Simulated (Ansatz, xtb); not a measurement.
**AlH6PSi: which of two isomers lies lower**

Structure I is `[AlH2][SiH2]P`, a singlet and structure II is `[SiH3][AlH][PH2]`, a singlet. Both are isolated molecules in the gas phase, relaxed with PBE0-D3(BJ)/def2-SVP; the shapes shown needn't be the lowest conformers.

I (Å):

```yaml
atoms:
  - { symbol: Al, position_ang: [0.9261, 0.3283, -1.5961] }
  - { symbol: P, position_ang: [-0.5602, -1.5024, 1.2992] }
  - { symbol: Si, position_ang: [0.3704, -1.8888, -0.7635] }
  - { symbol: H, position_ang: [-0.1786, 1.1863, -2.3575] }
  - { symbol: H, position_ang: [2.3152, 0.9971, -1.1973] }
  - { symbol: H, position_ang: [1.5237, -2.8104, -0.5136] }
  - { symbol: H, position_ang: [-0.6672, -2.6449, -1.5338] }
  - { symbol: H, position_ang: [-1.4247, -0.4499, 0.8588] }
  - { symbol: H, position_ang: [0.4618, -0.6006, 1.7366] }
```

II (Å):

| atom | x (Å) | y (Å) | z (Å) |
| --- | --- | --- | --- |
| Al | -0.1108 | -1.6739 | -0.2825 |
| P | -0.6799 | -0.7528 | 1.7776 |
| Si | 1.5243 | -0.5427 | -1.7226 |
| H | 0.8779 | -0.1301 | -3.0123 |
| H | 2.0818 | 0.6917 | -1.0827 |
| H | 2.6734 | -1.4405 | -2.0711 |
| H | -0.7063 | -3.1032 | -0.6555 |
| H | -2.0766 | -1.0319 | 1.6755 |
| H | -0.7676 | 0.5927 | 1.3086 |

Quicker runs give these differences E(II) − E(I): GFN2-xTB +0.118 eV; HF/STO-3G −0.618 eV (at GFN2-xTB geometries); r2SCAN-D4/def2-SVP −0.498 eV (at GFN2-xTB geometries).

Task: Which of the two would you expect CCSD(T)/def2-TZVP electronic energies to favour?

Result: Structure II; the calculation gives E(II) − E(I) = −0.336 eV.

How the difference moves with the method:

```csv
level,geometry,E(II) − E(I) (eV),departure from the last row (eV),"job, with rough time for the two"
GFN2-xTB,GFN2-xTB,+0.118,+0.454,"optimisation, 0.27 s"
HF/STO-3G,GFN2-xTB,−0.618,−0.282,"single point, 0.4 s"
r2SCAN-D4/def2-SVP,GFN2-xTB,−0.498,−0.161,"single point, 4.1 s"
PBE0-D3(BJ)/def2-SVP,PBE0-D3(BJ)/def2-SVP,−0.319,+0.017,"optimisation, 2.8 min"
HF/def2-TZVP,PBE0-D3(BJ)/def2-SVP,−0.349,−0.012,part of the CCSD(T) run
MP2/def2-TZVP,PBE0-D3(BJ)/def2-SVP,−0.326,+0.011,part of the CCSD(T) run
CCSD(T)/def2-TZVP,PBE0-D3(BJ)/def2-SVP,−0.336,,"single point, 49 s"
```

As drawn, II has 1 Al–P, 1 Si–H in place of 1 P–Si, 1 Al–H.

GFN2-xTB puts the two in the other order. The largest departure from CCSD(T)/def2-TZVP is that of GFN2-xTB, 0.454 eV.

With harmonic frequencies from PBE0-D3(BJ)/def2-SVP (ideal gas, rigid rotor, one conformer each, 298.15 K, 1 atm): on the last row, ΔE + ΔZPE = −0.324 eV. A mode under 50 cm⁻¹ makes harmonic enthalpies and free energies unreliable, so none is given.

The correlated steps freeze 15 core orbitals. Mirror images aren't counted in ΔG. Codes used: Ansatz 0.2.0, xtb 6.7.1; the last row on 1 thread of AMD EPYC 7R43 64-Core Processor (Zen 3) on a shared host.

The preference for SiH3–AlH–PH2 over H2Al–SiH2–PH2 is clear and already present at the Hartree–Fock level with the larger basis, so it reflects the bonding pattern rather than a differential correlation effect. Both isomers keep an Al–Si bond and a PH2 group; what changes is that phosphorus moves from silicon to aluminium while a hydrogen goes the other way. This probably favours II in two ways: a strong Si–H bond replaces a weaker Al–H bond, and the polar Al–P bond places the phosphorus lone pair next to the formally empty 3p orbital of three-coordinate aluminium. In the drawn geometry the lone pair points largely along that orbital, but phosphorus stays strongly pyramidal, which suggests only modest π donation. In I the intervening SiH2 group keeps donor and acceptor apart. The reversed order from GFN2-xTB probably reflects an imbalance in its parametrised description of these bonds. The result doesn't identify the most stable AlH6PSi isomer, since connectivities such as H2Al–PH–SiH3 were not compared.
